# Notes on the quadratic indirect absorption edge

I want the absorption coefficient $\alpha(\hbar\omega)$ just above an indirect gap, with its prefactor, and I want to know what a plot of $\sqrt\alpha$ against $\hbar\omega$ really delivers.

## Premises

1. Independent electrons. The valence band is full, the conduction band is empty, and the electron and hole do not attract each other.
2. Parabolic three-dimensional extrema: $E_v=-\hbar^2k^2/2m_h$ at $\Gamma$, and $M_v$ equivalent valleys with minima $E_g$ at $\mathbf k_0$ and density-of-states mass $m_e=(m_lm_t^2)^{1/3}$. $E_g$ is the gap at the temperature $T$ of the sample.
3. One phonon branch, of constant energy $E_p$ near $\mathbf q=\mathbf k_0$, in equilibrium at $T$.
4. Lowest order in each coupling: one photon and one phonon.
5. The transition is allowed by symmetry, and its amplitude is replaced by the value at the extrema.
6. Spin is conserved and gives a factor 2. SI units, $e>0$, free-electron mass $m_0$, crystal volume $V$; $\alpha$ refers to intensity, $I\propto e^{-\alpha z}$.

A phonon is needed because the photon brings almost no momentum. For Si I take $n_r=\sqrt{11.85}=3.44$ from the compiled high-frequency dielectric constant (Skelton 2020). At 1.12 eV the wavevector is $n_r\omega/c=1.95\times10^{-3}$ Å$^{-1}$. The valleys sit at approximately $0.85\times2\pi/a$ with $a\approx5.43$ Å, so $k_0=0.98$ Å$^{-1}$. I set the photon wavevector to zero.

## Step 1: the two couplings

With $\mathbf A=A_0\hat{\mathbf e}\cos\omega t$ the coupling is $(e/m_0)\mathbf A\cdot\mathbf p$. The part that varies as $e^{-i\omega t}$ absorbs a photon, with matrix element $(eA_0/2m_0)\,p_{ab}(\mathbf k)$, where $p_{ab}=\langle a\mathbf k|\hat{\mathbf e}\cdot\mathbf p|b\mathbf k\rangle$. Since $\mathbf E=-\dot{\mathbf A}$, the intensity is

$$I=n_rc\varepsilon_0\langle E^2\rangle=\tfrac12 n_rc\varepsilon_0\omega^2A_0^2 .\tag{1}$$

The electron-phonon term that adds momentum $\mathbf q$ to an electron is

$$H_{ep}=\sqrt{\frac{\hbar^2}{2\rho VE_p}}\sum D_{ab}\,c^\dagger_{a,\mathbf k+\mathbf q}c_{b,\mathbf k}\,\big(b_{\mathbf q}+b^\dagger_{-\mathbf q}\big),\tag{2}$$

with $\rho$ the mass density. Equation (2) defines the deformation potential $D_{ab}$, an energy per length. Absorbing $\mathbf q$ and emitting $-\mathbf q$ share one coefficient, and time reversal gives the two modes the same energy. The oscillator matrix elements are $\sqrt N$ for absorption and $\sqrt{N+1}$ for emission. Averaging their squares over the Boltzmann weights $(1-e^{-x})e^{-Nx}$ with $x=E_p/k_BT$ gives $n$ and $n+1$, where

$$n=\frac{1}{e^{E_p/k_BT}-1},\qquad \frac{n+1}{n}=e^{E_p/k_BT}.\tag{3}$$

The two processes end in different phonon states, so their rates add without interference.

## Step 2: the second-order amplitude

The upper sign below means phonon absorption. Energy conservation reads

$$E_c(\mathbf k_c)-E_v(\mathbf k_v)=\hbar\omega\pm E_p .\tag{4}$$

For one electron going from $v\mathbf k_v$ to $c\mathbf k_c$ there are two orders. Photon first, through a state $m\mathbf k_v$, has the denominator $E_v+\hbar\omega-E_m(\mathbf k_v)$. Phonon first, through $m\mathbf k_c$, has $E_v\pm E_p-E_m(\mathbf k_c)$, which (4) turns into $E_c-E_m(\mathbf k_c)-\hbar\omega$. Hence

$$S=\sum_m\left[\frac{D_{cm}\,p_{mv}(\mathbf k_v)}{\hbar\omega-E_m(\mathbf k_v)+E_v(\mathbf k_v)}+\frac{p_{cm}(\mathbf k_c)\,D_{mv}}{E_c(\mathbf k_c)-E_m(\mathbf k_c)-\hbar\omega}\right].\tag{5}$$

The Pauli principle seems to forbid the second term when $m$ is a filled valence state. In the many-electron picture the order is reversed: the photon lifts $m\mathbf k_c\to c\mathbf k_c$, with denominator $\hbar\omega-(E_c-E_m)$, and the phonon then drops the electron from $v\mathbf k_v$ into the hole. On the filled sea $c_m^\dagger c_v\,c_c^\dagger c_m=-c_c^\dagger c_v$, and this sign turns the denominator into the one written in (5). The same argument covers filled $m$ in the first term, so the sum runs over all bands. The intraband pieces $p_{vv}$ and $p_{cc}$ are proportional to band velocities and vanish at the extrema.

Evaluated at the extrema, (5) contains $\hbar\omega$ and vertical gaps but not $\pm E_p$. At a given photon energy both branches therefore have the same $|S|^2$. From here on $|S|^2$ is summed over degenerate phonon polarisations and averaged over the valleys, which makes it independent of $\hat{\mathbf e}$ in a cubic crystal.

## Step 3: the sum over final states

Because $\mathbf q=\mathbf k_c-\mathbf k_v$ adjusts itself, $\mathbf k_v$ and $\mathbf k_c$ are summed independently. The golden rule gives the rate per volume

$$W_\pm=\frac{2}{V}\,\frac{2\pi}{\hbar}\left(\frac{eA_0}{2m_0}\right)^2\frac{\hbar^2N_\pm}{2\rho VE_p}\,|S|^2\sum_{\mathbf k_v,\mathbf k_c}\delta(\epsilon_e+\epsilon_h-X_\pm),\tag{6}$$

with $N_+=n$, $N_-=n+1$, kinetic energies $\epsilon_e,\epsilon_h\ge0$ and excess energies $X_\pm=\hbar\omega-E_g\pm E_p$. The number of states per volume and spin below $\epsilon$ is $(4\pi/3)k^3/(2\pi)^3$ with $k=\sqrt{2m\epsilon}/\hbar$, and its derivative is

$$g_m(\epsilon)=\frac{(2m)^{3/2}}{4\pi^2\hbar^3}\sqrt\epsilon .$$

An ellipsoidal valley maps onto this form by rescaling the axes, which yields the mass of premise 2. The double sum is $V^2M_v\int_0^X g_{m_e}(\epsilon)\,g_{m_h}(X-\epsilon)\,d\epsilon$, and both factors of $V$ cancel in (6). With $\epsilon=Xu$,

$$\int_0^X\sqrt{\epsilon(X-\epsilon)}\,d\epsilon=X^2B\!\left(\tfrac32,\tfrac32\right)=X^2\,\frac{\Gamma(3/2)^2}{\Gamma(3)}=\frac{\pi}{8}X^2 ,\tag{7}$$

and the integral is zero for $X<0$. The joint factor is

$$J(X)=M_v\frac{8(m_em_h)^{3/2}}{16\pi^4\hbar^6}\,\frac{\pi}{8}X^2=\frac{M_v(m_em_h)^{3/2}}{16\pi^3\hbar^6}\,X^2\,\Theta(X).$$

The exponent follows from scaling alone. Six momentum components each scale as $X^{1/2}$ and the delta function removes one power, $X^{3-1}$. Warped, degenerate hole bands and an amplitude that depends on the direction of $\mathbf k_v$ change the constant and leave the exponent, as long as the energies are homogeneous of degree two in $k$. For heavy and light holes with equal averaged $|S|^2$, $m_h^{3/2}\to m_{hh}^{3/2}+m_{lh}^{3/2}$. If symmetry made $S$ vanish at the extrema, $|S|^2$ would be linear in the kinetic energies and the law would be cubic, for example $\int_0^X\epsilon^{3/2}\sqrt{X-\epsilon}\,d\epsilon=\pi X^3/16$. In Si the TO phonon along $\Delta$ is allowed through the $\Gamma_{15}$ conduction states.

## Step 4: the absorption coefficient

Each transition removes $\hbar\omega$ from the beam, so $\alpha=\hbar\omega(W_++W_-)/I$. Using (1) and $e^2/\varepsilon_0c=4\pi\hbar\alpha_f$, with $\alpha_f$ the fine-structure constant,

$$\alpha_\pm=\frac{8\pi^2\hbar\alpha_f}{n_rm_0^2\omega}\,\frac{\hbar^2N_\pm}{2\rho E_p}\,|S|^2J(X_\pm).$$

Collecting factors,

$$\alpha=A\Big[n\,(\hbar\omega-E_g+E_p)^2\,\Theta(X_+)+(n+1)(\hbar\omega-E_g-E_p)^2\,\Theta(X_-)\Big],\tag{8}$$

$$A=\frac{\alpha_fM_v(m_em_h)^{3/2}\,|S|^2}{4\pi n_rm_0^2\hbar^2\rho E_p\,\hbar\omega}.\tag{9}$$

Equation (8) with constant $A$ is the form that Macfarlane and Roberts applied to Ge and Si in 1955. Strictly $A$ depends on $\omega$ through $1/\hbar\omega$, $n_r$ and the denominators in (5). I size this below.

## Step 5: what the square-root plot gives

Let $y=\hbar\omega-E_g$. For $-E_p<y<E_p$ only phonon absorption acts, and $\sqrt\alpha=\sqrt{An}\,(y+E_p)$ is a straight line that meets the axis at $E_g-E_p$. For $y>E_p$ both branches act. Expanding and completing the square,

$$\frac{\alpha}{A}=(2n+1)\big[(y-y_0)^2+w^2\big],\quad y_0=\frac{E_p}{2n+1}=E_p\tanh\frac{E_p}{2k_BT},\quad w=\frac{E_p}{\cosh(E_p/2k_BT)}.\tag{10}$$

So the raw $\sqrt\alpha$ is a hyperbola there and has no second straight segment. Its asymptote has slope $\sqrt{A(2n+1)}$ and meets the axis at $E_g+y_0$. A tangent drawn at finite $y$ meets it lower still, at

$$y_{\rm int}=y-\frac{(y-y_0)^2+w^2}{y-y_0}=y_0-\frac{w^2}{y-y_0}.\tag{11}$$

Only for $n\to0$ does the raw intercept approach $E_g+E_p$, and in that limit the lower branch disappears. The correct procedure is to fit the lower line, extend $\alpha_+$ as a parabola, subtract it, and plot $\sqrt{\alpha-\alpha_+}=\sqrt{A(n+1)}\,(y-E_p)$. The two intercepts $E_\mp=E_g\mp E_p$ then give

$$E_g=\tfrac12(E_++E_-),\qquad E_p=\tfrac12(E_+-E_-),$$

and the ratio of slopes must equal $e^{E_p/2k_BT}$, which tests the assignment. The branches are equal where $\sqrt n\,(y+E_p)=\sqrt{n+1}\,(y-E_p)$, at $y=E_p\coth(E_p/4k_BT)$.

## Range of validity

I size each neglected term for Si, with the compiled values $E_g=1.12$ eV at 300 K (Wing 2021), direct gap $E_d=3.35$ eV (Tiago 2004) and valence spin-orbit splitting $\Delta=0.044$ eV (Ioffe Institute NSM archive). For $E_p$ I take 58 meV, a typical value for TO near $\mathbf k_0$. The compiled optical frequency of 517 cm$^{-1}$ (Ioffe Institute), or 64.1 meV, is that of the zone-centre mode, which cannot supply $\mathbf k_0$.

**Occupation.** Thermal band occupations are of order $e^{-E_g/2k_BT}=4\times10^{-10}$ in intrinsic material. Heavy doping or strong pumping breaks premise 1.

**Drift of $A$.** If the channel through $E_d$ dominates, $A\propto1/[\hbar\omega(E_d-\hbar\omega)^2]$, which is stationary at $\hbar\omega=E_d/3=1.117$ eV, by accident right at the edge. At 1.30 eV it is 2 per cent higher. Kinetic energies also enter the denominators and change $|S|^2$ by a fraction of order $2X/(E_d-E_g)$, or 9 per cent at $X=0.1$ eV.

**Phonon dispersion.** At $\epsilon_e=0.1$ eV and a typical $m_l=0.92\,m_0$ the electron lies 0.16 Å$^{-1}$ from the minimum. Premise 3 needs a branch that is flat over such a range.

**Split-off band.** It adds a copy of (8) with $E_g\to E_g+\Delta$ and thresholds 1.106 and 1.222 eV. With typical masses 0.49, 0.16 and 0.24 $m_0$ for heavy, light and split-off holes and equal $|S|^2$, its weight is 0.29, and it adds 11 per cent at 1.178 eV. A splitting this small also makes the upper hole bands nonparabolic on the same energy scale.

**Other phonons.** A TA mode of typically 18 meV has $n=0.99$ and thresholds 1.102 and 1.138 eV, both inside the window of the lower TO line. At 1.178 eV each 1 per cent of relative prefactor $A_{TA}/A$ adds 5.6 per cent to $\alpha$. Two-phonon absorption and lifetime broadening give a tail below $E_g-E_p$.

**Electron-hole attraction.** This is the largest correction. For isotropic bands I change to the total momentum, with mass $M=m_e+m_h$, and the relative motion, with reduced mass $\mu$. Since $M\mu=m_em_h$, the free result is the same convolution, now of $g_M$ and $g_\mu$. With a screened Coulomb attraction the final state is a superposition of free pairs, and a constant $S$ projects out the relative wavefunction at zero separation, as in Elliott's treatment of 1957. With exciton Rydberg $R_x$ and radius $a_x$, $\hbar^2/2\mu=R_xa_x^2$, so $g_\mu=\sqrt\epsilon/(4\pi^2a_x^3R_x^{3/2})$. Bound states at $-R_x/j^2$ have $|\phi_j(0)|^2=1/\pi a_x^3j^3$, and the continuum is multiplied by the Sommerfeld factor $2\pi\eta/(1-e^{-2\pi\eta})$ with $\eta=\sqrt{R_x/\epsilon}$. In units of $R_x$, with $\xi=X/R_x$, the free $\pi\xi^2/8$ of (7) is replaced by

$$F(\xi)=4\pi\sum_{j\ge1}\frac{\sqrt{\xi+1/j^2}}{j^3}+2\pi\int_0^{\xi}\frac{\sqrt{\xi-u}}{1-e^{-2\pi/\sqrt u}}\,du,\tag{12}$$

each term counted above its own threshold. The normalisation is consistent: high bound states have weight $4\pi/j^3$ and spacing $2/j^3$, and the quotient $2\pi$ equals the continuum value at $u\to0$. Each branch now starts as a square root at $E_g-R_x\mp E_p$, so the separation $2E_p$ of the onsets survives and their midpoint is $E_g-R_x$. For small $\eta$ the factor is $1+\pi\eta$, which adds $(2\pi/3)\xi^{3/2}$, a fraction $(16/3)\sqrt{R_x/X}$ of the free term. With a typical $R_x\approx15$ meV this fraction falls below one only for $X>0.43$ eV, where premises 2, 3 and 5 are no longer safe. Equation (12) exceeds the free value by a factor 10.7 at $X=60$ meV and 5.7 at 120 meV. A chord of $\sqrt F$ through these two points meets the axis $4.7\,R_x$, about 0.07 eV, below the free threshold, which is more than $E_p$. Its slope in $\xi$ is 0.94, and the square of this slope is only 2.3 times the free value $\pi/8$. The isotropic hydrogenic model is itself rough for Si, but the size of the effect is clear.

Equation (8) is therefore the result for independent particles, valid for $E_d-\hbar\omega\gg X$ within the parabolic range, and quantitative only when $X\gg R_x$ or the attraction is screened. For pure Si it is a parametrisation. With $E_g$ held at its true value, a fitted $A$ absorbs a Coulomb factor of order five to ten. When $A$ and $E_g$ are both fitted, as in the square-root plot, $A$ is set by the squared slope and absorbs a smaller factor, 2.3 for the chord above, while the rest of the enhancement goes into the shift of the intercept. In neither case can $A$ be turned into $|S|^2$ through (9), and a fitted $E_g$ depends on the fitting window at the level of tens of meV.

## Numerical illustration: Si at 300 K

The inputs are $E_g=1.12$ eV and $E_p=58$ meV. I carry meV digits to show the geometry of the model, although the gap is listed to 10 meV. Then $k_BT=25.85$ meV, $E_p/k_BT=2.244$ and $n=0.1187$. The thresholds are 1.062 and 1.178 eV, the slope ratio after subtraction is 3.07, and emission overtakes absorption at $y=114$ meV, or 1.234 eV. At 77 K the same phonon has $n=1.6\times10^{-4}$, and the lower branch is practically gone.

For the reason just given I do not evaluate (9). I set $A=8000$ cm$^{-1}$eV$^{-2}$, chosen so that $\alpha$ near 1.24 eV has the size typical of Si, approximately 60 cm$^{-1}$. That entry is an input in disguise and tests nothing.

| $\hbar\omega$ (eV) | $nX_+^2$ ($10^{-3}$ eV$^2$) | $(n+1)X_-^2$ ($10^{-3}$ eV$^2$) | $\sqrt{\alpha/A}$ (meV) | $\alpha$ (cm$^{-1}$) |
|---|---|---|---|---|
| 1.08 | 0.0384 | 0 | 6.2 | 0.31 |
| 1.12 | 0.399 | 0 | 20.0 | 3.2 |
| 1.16 | 1.14 | 0 | 33.8 | 9.1 |
| 1.20 | 2.26 | 0.541 | 52.9 | 22 |
| 1.24 | 3.76 | 4.30 | 89.8 | 64 |
| 1.30 | 6.72 | 16.65 | 152.9 | $1.9\times10^2$ |

The first three rows lie on a line of slope $\sqrt n=0.344$ through 1.062 eV. For the upper part, (10) gives $y_0=46.9$ meV and $w=34.2$ meV, so the asymptote of the raw curve meets the axis at 1.167 eV, 11 meV below the emission threshold. A tangent at 1.30 eV meets it at $y_{\rm int}=38.1$ meV by (11), or 1.158 eV. Pairing that value with 1.062 eV returns $E_g=1.110$ eV and $E_p=48$ meV, both 10 meV below the inputs that generated the curve. Subtracting the absorption parabola first returns the inputs exactly.

All entries are the model's. Its weak region is the onset: at 1.08 eV it gives 0.31 cm$^{-1}$, where pure Si at room temperature typically shows about 0.7 cm$^{-1}$, so the model is low by a little over a factor of two, in the direction expected from the excitonic shift of the threshold and the multiphonon tail.